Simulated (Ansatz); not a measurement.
Ligand exchange: GeH2(CH3)F + C3H6S → GeH2(CH3)(SH) + C3H5F

Species: GeH2(CH3)F, singlet; C3H6S (allyl mercaptan) `C=CCS`, singlet; GeH2(CH3)(SH), singlet; C3H5F (allyl fluoride) `C=CCF`, singlet. The partners trade F for SH: Ge–F and C–SH bonds give way to Ge–SH and C–F.

Shapes, held fixed at every level: PBE0-D4/def2-TZVP. Flexible molecules stand in one conformer, not always the lowest. Programs: Ansatz 0.2.0. Electronic energies: no zero-point or thermal term.

```json
{"level": "HF/def2-TZVPP", "kind": "Hartree–Fock", "ΔE (kJ/mol)": "+42.6", "less CCSD(T)/def2-TZVPP": "-4.0"}
{"level": "PBE-D4/def2-TZVPP", "kind": "GGA", "ΔE (kJ/mol)": "+41.4", "less CCSD(T)/def2-TZVPP": "-5.2"}
{"level": "r2SCAN-D4/def2-TZVPP", "kind": "meta-GGA", "ΔE (kJ/mol)": "+44.3", "less CCSD(T)/def2-TZVPP": "-2.3"}
{"level": "B3LYP-D4/def2-TZVPP", "kind": "global hybrid", "ΔE (kJ/mol)": "+44.3", "less CCSD(T)/def2-TZVPP": "-2.3"}
{"level": "PBE0-D4/def2-TZVPP", "kind": "global hybrid", "ΔE (kJ/mol)": "+40.6", "less CCSD(T)/def2-TZVPP": "-6.0"}
{"level": "B2PLYP/def2-TZVPP", "kind": "double hybrid", "ΔE (kJ/mol)": "+47.9", "less CCSD(T)/def2-TZVPP": "+1.3"}
{"level": "MP2/def2-TZVPP", "kind": "perturbation theory", "ΔE (kJ/mol)": "+53.7", "less CCSD(T)/def2-TZVPP": "+7.1"}
{"level": "CCSD(T)/def2-TZVPP", "kind": "coupled cluster or CI", "ΔE (kJ/mol)": "+46.6", "less CCSD(T)/def2-TZVPP": "0.0"}
```

The highest level, CCSD(T)/def2-TZVPP, gives ΔE = +46.6 kJ/mol; the levels span +40.6 to +53.7. The column of differences is taken from that level and isn't an error. No measured value is set beside it here. Relativity is left out for Ge unless named. Correlated rows may include outer-core shells of Ge, which these sets cover unevenly.

The exchange is uphill at every level, so fluorine favours germanium and the thiolate group favours carbon. The main reason is bond polarity. Germanium is more electropositive than carbon, and fluorine gains more from that difference than the much less electronegative sulfur does. Ge–F therefore has a large ionic contribution, which the more polar Ge–S bond, relative to C–S, only partly offsets. Strong as the C–F bond is, it doesn't make up for the loss of Ge–F.

The preference is already present at Hartree–Fock, +42.6 kJ/mol, so it doesn't depend on electron correlation. MP2 raises the value to +53.7, but coupled cluster takes back most of that increase, probably because second-order theory overestimates the change in correlation between the fluorine and sulfur bonding environments. Among the density functionals, exact exchange brings no steady shift: PBE0 lies below PBE, while B3LYP matches r2SCAN. The sign of the reaction energy is thus secure across these methods, but it says nothing about the barrier to exchange.
